# Exact n-photon bound states of the quantum nonlinear Schrödinger equation

## Statement

Let $[\hat\phi(x),\hat\phi^\dagger(x')]=\delta(x-x')$ and

$$\hat H=\hbar\int dx\,\left(\hat\phi_x^\dagger\hat\phi_x+c\,\hat\phi^\dagger\hat\phi^\dagger\hat\phi\hat\phi\right),\qquad c<0,$$

so that $i\hat\phi_t=-\hat\phi_{xx}+2c\,\hat\phi^\dagger\hat\phi\hat\phi$. Here $c$ has the dimension $1/x$ and the evolution variable $t$ has the dimension $x^2$.

**(A) Bound states.** The state $|n,p\rangle=(n!)^{-1/2}\int d^nx\,f_{n,p}\,\hat\phi^\dagger(x_1)\cdots\hat\phi^\dagger(x_n)|0\rangle$ with

$$f_{n,p}=N_n\exp\Big(ip\sum_jx_j+\frac c2\sum_{i<j}|x_i-x_j|\Big),\qquad N_n^2=\frac{(n-1)!\,|c|^{n-1}}{2\pi},$$

is an eigenstate, normalised to $\delta_{nn'}\delta(p-p')$, with total momentum $np$ and

$$E_{n,p}=\hbar\left[np^2-\frac{c^2n(n^2-1)}{12}\right].$$

The trimer is bound four times as strongly as the dimer. When one photon is drawn away from $n-1$ coincident ones, $|f|^2$ falls as $e^{-(n-1)|c||x|}$, twice as fast for the trimer as for the dimer.

**(B) Classical soliton.** For Poissonian amplitudes $a_n$ (taken real) of mean $\bar n\gg1$ and a real Gaussian amplitude $g(p)$ whose probability width obeys $|c|\ll\Delta p\ll\bar n|c|$,

$$\langle\hat\phi(x,t)\rangle\approx\sum_n|a_n|^2\int dp\,g(p)^2\;\frac{n\sqrt{|c|}}2\,\mathrm{sech}\Big[\frac{n|c|}2(x-2pt)\Big]e^{ipx-ip^2t+ic^2n(n+1)t/4}.$$

The average over $n$ spreads the phase by $\Delta\theta=c^2\bar n^{3/2}t/2$, and the average over $p$ spreads the centre by $2\Delta p\,t$.

**(C) SI form.** For a guided or one-dimensional field, $x$ is the retarded time $\tau$, $\hat\phi^\dagger\hat\phi$ is the photon flux, and

$$\partial_z\hat\phi=-\frac i2\beta_2\,\hat\phi_{\tau\tau}+i\kappa\,\hat\phi^\dagger\hat\phi\hat\phi,$$

with $\beta_2$ in s²/m and $\kappa$ in s/m. The substitution $t=-\beta_2z/2$, $c=\kappa/\beta_2$ gives the equation above. Bound states exist when $\kappa\beta_2<0$. At $p=0$ they propagate as $e^{iK_nz}$ with

$$K_n=-\frac{\kappa^2}{24\beta_2}\,n(n^2-1),\qquad |K_2|=\frac{\kappa^2}{4|\beta_2|}=\frac{|\beta_2|c^2}4 .$$

The model is that of Lieb and Liniger (1963), the bound states go back to McGuire (1964), and the construction of optical solitons from them is due to Lai and Haus (1989).

## The result in four media

**Kerr waveguides.** With power $\hbar\omega\,\hat\phi^\dagger\hat\phi$ and nonlinear coefficient $\gamma$, $\kappa=\hbar\omega\gamma>0$, so binding needs anomalous dispersion. At 1550 nm, $\hbar\omega=1.28\times10^{-19}$ J. The values of $\gamma$ and $\beta_2$ below are typical inputs for a standard silica fibre, a dispersion-engineered Si₃N₄ waveguide and an AlGaAs-on-insulator wire. The lengths $L$ are chosen at or below typical $1/e$ loss lengths of about 20 km, 1 m and 0.04 m.

**Rb Rydberg medium.** A probe on the 780 nm line of Rb is coupled by a control beam to the $100S$ state. The inputs are approximate or illustrative: linewidth $\Gamma=2\pi\times6.07$ MHz, one-photon detuning $\Delta=2\pi\times30$ MHz above the intermediate level, control Rabi frequency $\Omega=2\pi\times10$ MHz, $C_6/\hbar=2\pi\times56$ THz µm⁶, resonant intensity absorption length $l_a=3.6$ µm and $L=130$ µm. With the cross-section $3\lambda^2/2\pi$ this $l_a$ means a density of $9.6\times10^{17}$ m⁻³. As derived below,

$$v_g=\frac{l_a\Omega^2}\Gamma,\quad\beta_2=\frac{8\Delta}{v_g\Omega^2},\quad\kappa=-\frac\pi3\frac{r_b}{l_a}\frac\Gamma\Delta\frac1{v_g},\quad r_b=\Big(\frac{2\Delta C_6}{\hbar\Omega^2}\Big)^{1/6}.$$

These give $v_g=3.7\times10^2$ m/s, $r_b=18$ µm, $\mathrm{OD}_b=r_b/l_a=5.0$, $\mathrm{OD}=L/l_a=36$ and $\Delta/\Gamma=4.9$. Dispersion is normal and $\kappa$ is negative, so the state is bound with $K_n<0$. In space the dimer amplitude is $e^{-|r|/a}$ with

$$a=\frac{2v_g}{|c|}=\frac{48}\pi\Big(\frac{\Delta}{\Gamma\,\mathrm{OD}_b}\Big)^2r_b=15\,r_b=0.27\ \text{mm}.$$

**Derived scales.** Adding a photon changes the wavenumber by $|K_{n+1}-K_n|=|K_2|\,n(n+1)/2$. The number $n_L$ at which this gives one radian over $L$ measures how many photons the medium needs to act nonlinearly. For large $n$ the soliton duration is $T_0=2/(n|c|)$, the length for one radian of soliton phase is $z_s=2/(|K_2|n^2)=2T_0^2/|\beta_2|$, and the phase has spread by one radian at $z_\theta=1/(|K_2|n^{3/2})$. All derived entries are the model's values, computed from the inputs without intermediate rounding.

| | silica | Si₃N₄ | AlGaAs | Rb, 100S |
|---|---|---|---|---|
| $\gamma$ (W⁻¹m⁻¹), input | $1.3\times10^{-3}$ | 1 | 600 | – |
| $L$ (m), input | $10^3$ | 1 | 0.02 | $1.3\times10^{-4}$ |
| $\beta_2$ (s²/m) | $-2.1\times10^{-26}$ | $-1\times10^{-25}$ | $-5\times10^{-25}$ | $1.0\times10^{-9}$ |
| $\kappa$ (s/m) | $1.7\times10^{-22}$ | $1.3\times10^{-19}$ | $7.7\times10^{-17}$ | $-2.8\times10^{-3}$ |
| $1/\lvert c\rvert$ (s) | $1.3\times10^{-4}$ | $7.8\times10^{-7}$ | $6.5\times10^{-9}$ | $3.6\times10^{-7}$ |
| $\lvert K_2\rvert$ (m⁻¹) | $3.3\times10^{-19}$ | $4.1\times10^{-14}$ | $3.0\times10^{-9}$ | $2.0\times10^{3}$ |
| $\lvert K_2\rvert L$ | $3.3\times10^{-16}$ | $4.1\times10^{-14}$ | $5.9\times10^{-11}$ | 0.26 |
| $n_L$ | $7.8\times10^7$ | $7.0\times10^6$ | $1.8\times10^5$ | 2.3 |
| $T_0$ at $n_L$ (ps) | 3.2 | 0.22 | 0.071 | – |
| $z_\theta$ at $n_L$ (m) | $4.4\times10^6$ | $1.3\times10^3$ | 4.3 | – |

## The trend

**Size and strength are separate.** The dimer duration $1/|c|=|\beta_2/\kappa|$ is a ratio, whereas the binding $\kappa^2/4|\beta_2|$ is quadratic in the interaction. Si₃N₄ and Rb show the consequence. Rb has $|\kappa|$ larger by $2.2\times10^{16}$ and $|\beta_2|$ larger by $1.0\times10^{16}$, so the two durations differ only by a factor 2.2, while the binding differs by $5\times10^{16}$. A pair state of microsecond length exists formally in the nitride waveguide, but it would need a distance $1/|K_2|$ to separate from the unbound continuum, and $|K_2|L\sim10^{-14}$ excludes that.

**Waveguides compensate with $n$.** The phase per added photon grows as $n^2$, so $n_L\approx(2/|K_2|L)^{1/2}$. The five orders of magnitude in $|K_2|L$ between silica and AlGaAs become less than three in $n_L$. At $n=n_L$ the duration is $T_0=(|\beta_2|L/2)^{1/2}$, free of $\kappa$: the dispersion sets the pulse length and the nonlinearity sets only the photon number that fills it.

**Quantum spreading is universal in soliton units.** One has $z_\theta=z_s\sqrt n/2$. For a pulse launched as a coherent state of sech shape, the $n$ photons are independent, each with $\langle\tau^2\rangle=\pi^2T_0^2/12$ and frequency variance $1/3T_0^2$. The mean frequency has the spread $\Delta p=1/(T_0\sqrt{3n})=|c|\sqrt{n/12}$, which lies inside the window of (B). The arrival time then obeys

$$\Delta\tau^2(z)=\frac{\pi^2T_0^2}{12n}+\frac{\beta_2^2z^2}{3nT_0^2},$$

and the second term reaches $T_0^2$ at $z=z_s\sqrt{3n}/2=\sqrt3\,z_\theta$ in every medium. In the table $z_\theta$ exceeds the loss lengths by two to three orders of magnitude, so loss, which the Hamiltonian omits, acts long before the mean field collapses. The early stage of the same spreading is within reach. The nonlinear phase spread $|K_2|n^{3/2}z$ equals the shot-noise phase uncertainty $1/(2\sqrt n)$ at $z=z_s/4$. Since this added phase is correlated with $n$, it shears the noise distribution, and that shear is the origin of soliton squeezing.

**In Rb the group velocity cancels.** Since $\kappa\propto1/v_g$ and $\beta_2=8\Delta l_a/(\Gamma v_g^2)$,

$$|K_2|L=\frac{\pi^2}{288}\,\mathrm{OD}\;\mathrm{OD}_b^2\Big(\frac\Gamma\Delta\Big)^3=\frac\pi6\,\mathrm{OD}\,\frac\Gamma\Delta\,\frac{r_b}a .$$

Slow light stretches the correlation time, and the blockade supplies the binding. The second form shows a conflict. The contact model needs $r_b/a\ll1$ and low loss needs $\Gamma/\Delta\ll1$, so $|K_2|L\gg1$ is available only at very large optical depth. The model's medium has $|K_2|L=0.26$, $|K_3|L=1.0$, and intensity-correlation decay times of 0.36 µs for the dimer and 0.18 µs for one photon leaving the trimer. Here $n_L\approx2$, statement (B) does not apply, and statement (A) is seen directly.

## Proof of (A)

Acting on an $n$-photon state with symmetric amplitude $f$, the Hamiltonian gives

$$\Big[-\sum_j\partial_j^2+2c\sum_{i<j}\delta(x_i-x_j)\Big]f=\frac E\hbar f .$$

In the relative coordinate $r=x_{j+1}-x_j$ of one pair the kinetic term is $-2\partial_r^2$. Integration across $r=0$, with $f$ even in $r$, gives $-4\partial_rf(0^+)+2cf=0$. With $\partial_r=(\partial_{j+1}-\partial_j)/2$ this is the contact condition $(\partial_{j+1}-\partial_j)f=cf$ at $x_{j+1}=x_j+0$.

In the sector $x_1<\dots<x_n$ the coordinate $x_j$ is the larger member of $j-1$ pairs and the smaller member of $n-j$, so $\sum_{i<j}|x_i-x_j|=\sum_j(2j-n-1)x_j$. Hence $f\propto e^{i\sum k_jx_j}$ with $ik_j=ip+\tfrac c2(2j-n-1)$. Then $i(k_{j+1}-k_j)=c$, and the contact condition holds on every boundary of the sector. Inside the sector $f$ is a single exponential, so

$$\frac E\hbar=\sum_jk_j^2=np^2-\frac{c^2}4\sum_{j=1}^n(2j-n-1)^2,$$

where the cross term vanishes because $\sum_j(2j-n-1)=0$. The remaining sum is $n(n^2-1)/3$, which gives the energy.

For the norm take the gaps $u_k=x_{k+1}-x_k$ and the centre $X$, a change of variables with unit Jacobian. Gap $k$ separates $k(n-k)$ pairs, so each sector contributes $\prod_{k=1}^{n-1}[|c|k(n-k)]^{-1}=|c|^{1-n}/[(n-1)!]^2$. This converges only for $c<0$. The $n!$ sectors and $\int dX\,e^{in(p-p')X}=2\pi\delta(p-p')/n$ give $2\pi N_n^2|c|^{1-n}/(n-1)!=1$.

## Proof of (B)

The mean field couples $n+1$ to $n$. By translation, $\langle n,p'|\hat\phi(x)|n+1,p\rangle=M_n(q)\,e^{i(p+nq)x}$ with $q=p-p'$ and

$$M_n=\sqrt{n+1}\,N_nN_{n+1}\int d^nx\,\exp\Big(iq\sum x_j-|c|\sum_{i<j}|x_i-x_j|-\frac{|c|}2\sum|x_j|\Big).$$

Order the coordinates, with $l$ to the left of the origin and $r=n-l$ to the right, and put $w=iq/|c|$. A gap on the right with $k$ photons beyond it integrates to $[|c|k(n-k+\tfrac12-w)]^{-1}$, and a gap on the left gives the same with $w\to-w$. The products over $k$ are ratios of gamma functions, and the integral becomes

$$\frac{n!\,|c|^{-n}}{|\Gamma(n+\frac12+w)|^2}\sum_{l+r=n}\frac{\Gamma(l+\frac12-w)\,\Gamma(r+\frac12+w)}{l!\,r!}.$$

The sum is $\Gamma(\tfrac12-w)\Gamma(\tfrac12+w)$ times the coefficient of $s^n$ in $(1-s)^{-1/2+w}(1-s)^{-1/2-w}=(1-s)^{-1}$, which is one. The reflection formula gives $\pi\,\mathrm{sech}(\pi q/|c|)$. This much is exact. For $n\gg1$ and $q\sim|c|$, $|\Gamma(n+\tfrac12+w)|^2\to n!\,(n-1)!$, and

$$M_n(q)\to\frac{\sqrt{n(n+1)}}{2\sqrt{|c|}}\,\mathrm{sech}\frac{\pi q}{|c|}.$$

The frequency of the matrix element is $(E_{n+1,p}-E_{n,p'})/\hbar=p^2+2npq-nq^2-c^2n(n+1)/4$. The term $nq^2t$ is negligible for $t\ll1/(nc^2)$, a range that extends beyond the phase-spreading time $2/(c^2n^{3/2})$. For $\Delta p\gg|c|$ one may set $g(p-q)\approx g(p)$, and $a_na_{n+1}\approx a_n^2$ for a broad Poisson distribution. The integral $\int dq\,\mathrm{sech}(\pi q/|c|)\,e^{inqy}=|c|\,\mathrm{sech}(n|c|y/2)$ with $y=x-2pt$ then yields (B). Each term, with $n(n+1)\to n^2$, solves the classical equation $i\phi_t=-\phi_{xx}+2c|\phi|^2\phi$ and carries $\int|\phi|^2dx=n$. The bound $\Delta p\ll\bar n|c|$ keeps the carriers $e^{ipx}$ in phase across the pulse at $t=0$. The phase has slope $c^2\bar nt/2$ in $n$, and $\Delta n=\sqrt{\bar n}$ gives $\Delta\theta$, with $|\langle\hat\phi\rangle|$ reduced by $e^{-\Delta\theta^2/2}$.

## Derivation of the Rydberg parameters

Let the control coupling be $\hbar\Omega/2$, the two-photon detuning $\delta$ and the probe detuning $\Delta+\delta$. The linear response of the ladder gives the envelope wavenumber

$$k(\delta)=-\frac{\Gamma}{4l_a}\,\frac1{\Delta+\delta+i\Gamma/2-\Omega^2/4\delta},$$

normalised so that $k=i/2l_a$ on resonance without control. Dropping $i\Gamma/2$ and expanding, $k=(\Gamma/l_a\Omega^2)\,[\delta+4\Delta\delta^2/\Omega^2+\dots]$, which gives $1/v_g=k'(0)$ and $\beta_2=k''(0)$. The vacuum contribution to $1/v_g$ is negligible.

Two Rydberg excitations interact through $V=C_6/\hbar r^6>0$. For $\Omega\ll\Delta$ the control shifts each Rydberg level up by $\Omega^2/4\Delta$, so the doubly excited atomic state lies $V_0=\Omega^2/2\Delta=2\pi\times1.7$ MHz above the energy of two dark polaritons. Repeated scattering through that state sums to $V_e=V/(1+V/V_0)=V_0/[1+(r/r_b)^6]$, which has no pole for $\Delta>0$. The depth has a simple reading: $V_0/v_g=2k_0$ with $k_0=\Gamma/4\Delta l_a=1.4\times10^4$ m⁻¹, so each blockaded photon acquires the two-level wavenumber $-k_0$. With $\int V_e\,dr=2\pi r_bV_0/3$ and $\tau=r/v_g$, the contact strength is $\kappa=-\int V_e\,dr/v_g^2$.

## Corrections in the Rb case

For the waveguides the electronic response time of femtoseconds is far below $1/|c|$, and loss is the limiting omission. For Rb several terms matter, and the two-figure entries hold only to some tens of per cent.

*Finite range.* For a weak well of normalised shape $u(r)$ and range small against $a$, write the bound-state equation as $\psi(r)=(a\eta)^{-1}\int e^{-\eta|r-r'|}u(r')\psi(r')dr'$, weight it with $u(r)$ and expand the exponential. The decay constant is $\eta\approx a^{-1}(1-\langle|r-r'|\rangle/a)$. The shape $1/[1+(r/r_b)^6]$ has variance $r_b^2/2$, so $\langle|r-r'|\rangle\le r_b$, and the dimer binding drops by at most $2r_b/a=0.13$ in this order.

*Absorption.* Restoring $\Delta\to\Delta+i\Gamma/2$ in $K_n\propto r_b^2\Delta^{-3}\propto\Delta^{-8/3}$ gives $\mathrm{Im}K_n/|K_n|\approx4\Gamma/3\Delta=0.27$.

*Expansion parameters.* $(\Omega/\Delta)^2=0.11$. In $k(\delta)+k(-\delta)$ the quartic term relative to the quadratic one is about $(4\Delta\delta/\Omega^2)^2=0.07$ at $\delta=v_g/a$.

*Three-body saturation.* Three photons inside one blockade radius shift by $3k_0$ in total, whereas three pair potentials would give $6k_0$. In the trimer both gaps decay at the rate $4/a$, and the probability that all three photons lie within $r_b$ is $1-e^{-s}(1+s)=0.030$ with $s=4r_b/a$. The overcount $3k_0$ weighted by this probability is roughly 0.16 of $|K_3|$, and it weakens the trimer.

*Short medium.* The length $1/|K_2|=0.51$ mm exceeds $L$, so bound and scattering states leave together. For an uncorrelated input, $\psi=1$, the relative motion obeys $i\partial_\zeta\psi=-\psi''-2\delta(\rho)\psi$ with $\rho=r/a$ and $\zeta=|K_2|z$, up to complex conjugation for $\beta_2>0$. The Laplace transform at $\rho=0$ is $1/[\sqrt\sigma(\sqrt\sigma-\sqrt i)]$, which inverts to

$$\psi(0,\zeta)=e^{i\zeta}\,\mathrm{erfc}\big(-\sqrt{i\zeta}\big).$$

For $\zeta\gg1$ this tends to $2e^{i\zeta}$, the bound-state part, and for $\zeta\ll1$ the phase is $\sqrt{2\zeta/\pi}$. At $\zeta=0.26$ the model gives $|\psi|^2=2.2$ and a conditional phase of magnitude 0.5 rad, about twice $|K_2|L$. To first order in $\kappa$ the three pairs of a coincident triple contribute independently, so the ratio of three-photon to two-photon phase starts at 3 in a short medium and approaches 4 in a long one, while complete saturation of the blockade would give $3k_0/2k_0=3/2$. Ratios near 2 are typical of dense Rb Rydberg media in this regime, so the contact model overshoots this ratio by a factor of roughly 1.5 to 2, in the direction expected from the omitted three-body term.